**First ionisation energies of six 4d atoms: when is an error a bias?**

The decision is which level to use for the first ionisation energy of a 4d atom, and whether a constant shift repairs a cheap one. By mean signed error PBE0 and MP2 subvalence tie at 0.00 eV, yet PBE0 puts Tc 0.41 eV below the measured value. A shift helps only if all atoms err alike, and that depends on which electron is removed.

PySCF 2.14.0, one real unrestricted determinant at highest spin, aug-cc-pwCVTZ-PP with the scalar-relativistic core potential ECP28: first ionisation energies of six 4d atoms from total-energy differences. Errors are level less measured value (Nb 6.76, Mo 7.09, Tc 7.12, Ru 7.36, Rh 7.46, Cd 8.99 eV). Valence MP2 and SCS-MP2 freeze 4s and 4p; subvalence correlates them.

```
             level          class  exact exchange, short range (%)  exact exchange, long range (%)  mean signed error (eV)  mean absolute error (eV)  largest error (eV)  case of the largest error  cases too high
               LDA            LDA                                0                               0                    0.60                      0.60                0.75                         Rh               6
               PBE            GGA                                0                               0                    0.28                      0.36                0.47                         Ru               5
              PBE0  global hybrid                               25                              25                    0.00                      0.20               -0.41                         Tc               4
       MP2 valence  wave function                              n/a                             n/a                   -0.23                      0.23               -0.36                         Tc               0
   SCS-MP2 valence  wave function                              n/a                             n/a                   -0.39                      0.39               -0.66                         Mo               0
    MP2 subvalence  wave function                              n/a                             n/a                    0.00                      0.07               -0.19                         Tc               4
SCS-MP2 subvalence  wave function                              n/a                             n/a                   -0.21                      0.21               -0.37                         Mo               0
                HF   Hartree-Fock                              100                             100                   -1.18                      1.18               -1.67                         Cd               0
```

Errors are computed less measured (NIST, ground level to ground level). MSE and MAE below are the mean signed and mean absolute error over the six atoms. "Valence" MP2 freezes 4s and 4p, "subvalence" correlates them too, and SCS is spin-component scaling.

**The smooth pattern and its breaks**

If a level has one bias, all errors share a sign, so $\mathrm{MAE}=|\mathrm{MSE}|$, and the largest error is a multiple $k$ of the MSE. Five levels are one-signed: LDA is high six times; HF, MP2 valence and both SCS rows are low six times. A fit to these five rows gives $k=1.42$ with misfits up to 0.11 eV; a truly constant offset would give $k=1$, so one sign does not mean one size. PBE0 and MP2 subvalence, outside the fit, miss by 0.41 and 0.19 eV. PBE, also outside, misses by only 0.07 eV but has one low case. A straight line of MSE against exact exchange through LDA, PBE, PBE0 and HF says little: HF pins the slope, and LDA and PBE differ by 0.32 eV at the same 0 %. The printed analysis after this page holds the residuals.

An identity sizes the breaks. With $P$ the sum of the positive errors and $N$ the sum of the sizes of the negative ones, $6\,\mathrm{MSE}=P-N$ and $6\,\mathrm{MAE}=P+N$, hence $N=3(\mathrm{MAE}-\mathrm{MSE})$. For PBE, $N=3(0.36-0.28)=0.24$ eV, uncertain by 0.03 from rounding, and the Tc run has an error of $-0.24$ eV: Tc is the low case. For PBE0, $N=0.60$ eV in two cases, Tc and another near $-0.19$; that the other is Cd is a guess. In MP2 subvalence Tc carries $-0.19$ of $-0.21$ eV, and the remainder is lost in rounding.

**Two kinds of ionisation**

Nb ($4d^4 5s^1$) and Mo ($4d^5 5s^1$) lose a lone 5s electron whose spin is parallel to every d electron. Tc goes from $4d^5 5s^2$ to $4d^5 5s^1$ at highest spin, so the electron that leaves is antiparallel to all six other valence electrons. HF keeps parallel spins apart through exchange but does not correlate antiparallel ones. The neutral Tc atom therefore lacks more correlation energy than its ion by a wide margin, and the HF error should be most negative for such atoms. Among the four atoms whose HF errors are known it is: $-0.78$ and $-0.85$ eV for Nb and Mo, $-1.59$ for Tc and $-1.67$ for Cd, which by its standard configuration also breaks a $5s^2$ pair.

MP2 and SCS-MP2 together measure the two spin parts. Let OS and SS be the opposite-spin and same-spin second-order contributions to the ionisation energy, each a difference between ion and atom. With the usual scaling factors, taken as given here,

$$\mathrm{MP2}-\mathrm{HF}=\mathrm{OS}+\mathrm{SS},\qquad \mathrm{SCS}-\mathrm{HF}=\tfrac65\,\mathrm{OS}+\tfrac13\,\mathrm{SS},$$

so $\mathrm{SCS}-\mathrm{MP2}=\tfrac15\mathrm{OS}-\tfrac23\mathrm{SS}$. For Tc with the valence shells correlated the two left-hand sides are 1.229 and 1.507 eV. Then $\mathrm{OS}=(1.507-1.229/3)/(6/5-1/3)=1.097/0.867=1.27$ eV and $\mathrm{SS}=-0.04$ eV: the correlation that MP2 restores is opposite-spin, shared between the 5s partner and the d shell. These outputs do not give the split, but the partner occupies the same orbital and mixes with the low-lying 5p, so it should carry several times more than any one d electron. For Mo no antiparallel valence pair exists, OS is zero by construction, and SCS keeps a third of 0.574 eV. Added to the HF error this gives $-0.85+0.19=-0.66$ eV, the largest error of that row.

This accounts for the odd behaviour of SCS. It lowers the MP2 mean by 0.16 eV (valence) and 0.21 eV (subvalence) and moves the worst case from Tc to Mo, while it raises Tc to within 0.08 and 0.04 eV of measurement. The usual pair of factors does not serve both atoms, since a third of the same-spin part is too little for Mo.

**Tc in the functionals**

In the functionals, too, the error of Tc lies below the mean error of Nb and Mo, by 0.50 (LDA), 0.67 (PBE) and 0.57 eV (PBE0), but not simply for the HF reason. PBE0 swaps a quarter of PBE exchange for exact exchange and keeps PBE correlation. Four times the step from PBE to PBE0 is then the whole swap, which ends at HF plus PBE correlation if the change of the orbitals is neglected, so the parts are rough. On this reckoning PBE correlation adds 0.17 eV to Mo and 0.67 eV to Tc, closing about 0.5 eV of the HF gap. PBE exchange, relative to exact exchange, adds about $4\times0.28\approx1.1$ eV to Mo and $4\times0.17\approx0.7$ eV to Tc, reopening about 0.4 eV. It may overrate the exchange of the lone 5s electron with the parallel d electrons, but the numbers give the sizes only. A quarter of exact exchange narrows the gap by only about 0.1 eV while lowering all three atoms, which is why PBE0 centres the errors without removing them. The share of exact exchange is not the sole control: the five functionals with none of it (LDA, PBE, BP86, r2SCAN and M06-L) spread over 0.81 eV on Tc, from r2SCAN ($-0.56$) to M06-L ($+0.26$), for a reason these runs do not show.

The missing spin-orbit term is not the cause of the Mo–Tc contrast. Both atoms go between S terms of a half-filled, spherical d shell, where the first-order spin-orbit energy vanishes and one determinant has the symmetry of the term. For Nb, Ru and Rh spin-orbit coupling, non-spherical lowering and possible mixing of terms do apply; they should partly cancel because the d count is unchanged, but not necessarily to 0.1 eV.

**How far two classes go**

A model without fitted constants gives the four lone-5s atoms (Ru and Rh by their standard configurations) the mean error of Nb and Mo, and the two pair atoms that of Tc. For PBE0, $(4\times0.16-2\times0.41)/6=-0.03$ eV against 0.00. Three of the six atoms are inputs, so only Ru, Rh and Cd test it, and the rms misfit of 0.07 eV in the MSE means twice that in their mean error. The kind of worst case comes out right in all eight rows, of which LDA, PBE and HF name an atom that was not an input.

It fails in two instructive places. In PBE it predicts four high cases against five: Cd is high although Tc is low. The electron leaving Cd meets five parallel and five antiparallel d electrons, so Cd is not a copy of Tc. In HF the misfit is largest, $-0.11$ eV, and Ru and Rh must average about $-1.10$ eV against $-0.81$ for Nb and Mo. Beyond $d^5$ the lone 5s electron has antiparallel d neighbours, which argues for a growing OS part, though term mixing could contribute. The rule for a neighbouring atom is to ask first whether a $5s^2$ pair is broken, and then to count the d electrons antiparallel to the one removed, each worth much less than the 5s partner: more of them should mean a more negative HF error. SCS answers to the ratio of OS to SS, so parallel electrons count against it, and Cd need not gain from SCS as Tc does. Ag should fall further along the Ru–Rh direction, yet short of Tc and Cd since it has no 5s partner, whereas Pd loses a d electron and lies outside the scheme.

**The best row**

Correlating 4s and 4p raises MP2 by 0.34 (Nb), 0.32 (Mo) and 0.16 eV (Tc), the usual core–valence correlation that binds the outer electron. The uneven shift turns the fairly even MP2 valence errors, where Tc lies only 0.07 eV under Nb and Mo, into small errors with Tc 0.24 eV under them. The spin split places the difference in the opposite-spin part, which grows by 0.21 eV for Nb and Mo but hardly changes for Tc; the reason for that is open. MP2 subvalence has the smallest MAE, 0.07 eV, and the smallest largest error. With one triple-zeta basis, second order only and no spin-orbit term, part of this may be cancellation, and the statistics describe these six atoms alone. A constant shift leaves the widest spread behind in HF, whose errors span at least $-0.78$ to $-1.67$ eV, and does not make LDA uniform: taking off its mean of 0.60 eV moves Tc from $+0.19$ to $-0.41$ eV. For PBE0 the mean shift is zero, and a shift that helps its four high cases pushes Tc further out.

The analysis program printed:

```
all energies in eV; rounding: table and refs +-0.005, low sum +-0.03, rest mean +-0.015
A line mse = 0.430 -0.0162*exx(%); LDA-PBE at 0%: 0.32
  residuals LDA +0.17, PBE -0.15, PBE0 -0.03, HF +0.01
  PBE0-PBE: mean -0.28; Nb Mo Tc [-0.27 -0.28 -0.17]
  PBE->PBE0 extended to 100%: mse -0.84, above HF by 0.34 (+-0.04)
  same, above HF, Nb Mo Tc [0.13 0.17 0.67]
B worst = k*mse, k = 1.42 (fit on one-signed rows only)
  level: mae-|mse|, worst-k*mse, sum of low errors, n low, low sum beyond Nb/Mo/Tc
  LDA: 0.00, -0.10, -0.00, 0, -0.00
  PBE: 0.08, +0.07, -0.24, 1, -0.00
  PBE0: 0.20, -0.41, -0.60, 2, -0.19
  MP2 valence: 0.00, -0.03, -1.38, 6, -0.44
  SCS-MP2 valence: 0.00, -0.11, -2.34, 6, -0.98
  MP2 subvalence: 0.07, -0.19, -0.21, 2, -0.02
  SCS-MP2 subvalence: 0.00, -0.07, -1.26, 6, -0.53
  HF: 0.00, +0.00, -7.08, 6, -3.87
C errors Nb Mo Tc | Tc-lone | model mse (table-model) | mae (table-model) | high model/table
  | worst kind model/table | inferred mean error of Ru,Rh,Cd
  LDA: +0.70 +0.69 +0.19 | -0.50 | +0.53 (+0.07) | 0.53 (+0.07) | 6/6 | lone/lone Rh | +0.67
  PBE: +0.44 +0.43 -0.24 | -0.67 | +0.21 (+0.07) | 0.37 (-0.01) | 4/5 | lone/lone Ru | +0.35
  PBE0: +0.17 +0.15 -0.41 | -0.57 | -0.03 (+0.03) | 0.24 (-0.04) | 4/4 | pair/pair Tc | +0.03
  MP2 valence: -0.30 -0.28 -0.36 | -0.07 | -0.31 (+0.08) | 0.31 (-0.08) | 0/0 | pair/pair Tc | -0.15
  SCS-MP2 valence: -0.62 -0.66 -0.08 | +0.56 | -0.45 (+0.06) | 0.45 (-0.06) | 0/0 | lone/lone Mo | -0.33
  MP2 subvalence: +0.04 +0.05 -0.19 | -0.24 | -0.04 (+0.04) | 0.09 (-0.02) | 4/4 | pair/pair Tc | +0.04
  SCS-MP2 subvalence: -0.33 -0.37 -0.04 | +0.31 | -0.24 (+0.03) | 0.24 (-0.03) | 0/0 | lone/lone Mo | -0.18
  HF: -0.78 -0.85 -1.59 | -0.77 | -1.07 (-0.11) | 1.07 (+0.11) | 0/0 | pair/pair Cd | -1.29
  mse misfit rms 0.07, worst HF -0.11
  HF inferred mean of Ru,Rh -1.10 (+-0.03) vs Nb,Mo -0.81
D MP2-HF, SCS-HF, SCS-MP2, OS, SS (factors 6/5, 1/3; SCS raises if OS/SS>3.33; mean +-0.02)
  valence Nb: 0.473 0.158 -0.315 OS -0.000 SS +0.473
  valence Mo: 0.574 0.191 -0.383 OS +0.000 SS +0.574
  valence Tc: 1.229 1.507 +0.278 OS +1.266 SS -0.037
  valence mean6: 0.950 0.790 -0.160 OS +0.546 SS +0.404
  subvalence Nb: 0.815 0.452 -0.363 OS +0.208 SS +0.607
  subvalence Mo: 0.897 0.483 -0.414 OS +0.213 SS +0.684
  subvalence Tc: 1.393 1.547 +0.154 OS +1.249 SS +0.144
  subvalence mean6: 1.180 0.970 -0.210 OS +0.665 SS +0.515
E 4s4p shift MP2: mean +0.23; Nb Mo Tc [0.34 0.32 0.16]
F Tc errors at 0% exx: r2SCAN -0.56, PBE -0.24, BP86 +0.01, M06-L +0.26
  spread 0.81; B3LYP +0.12, B3LYP-PBE0 0.53
```
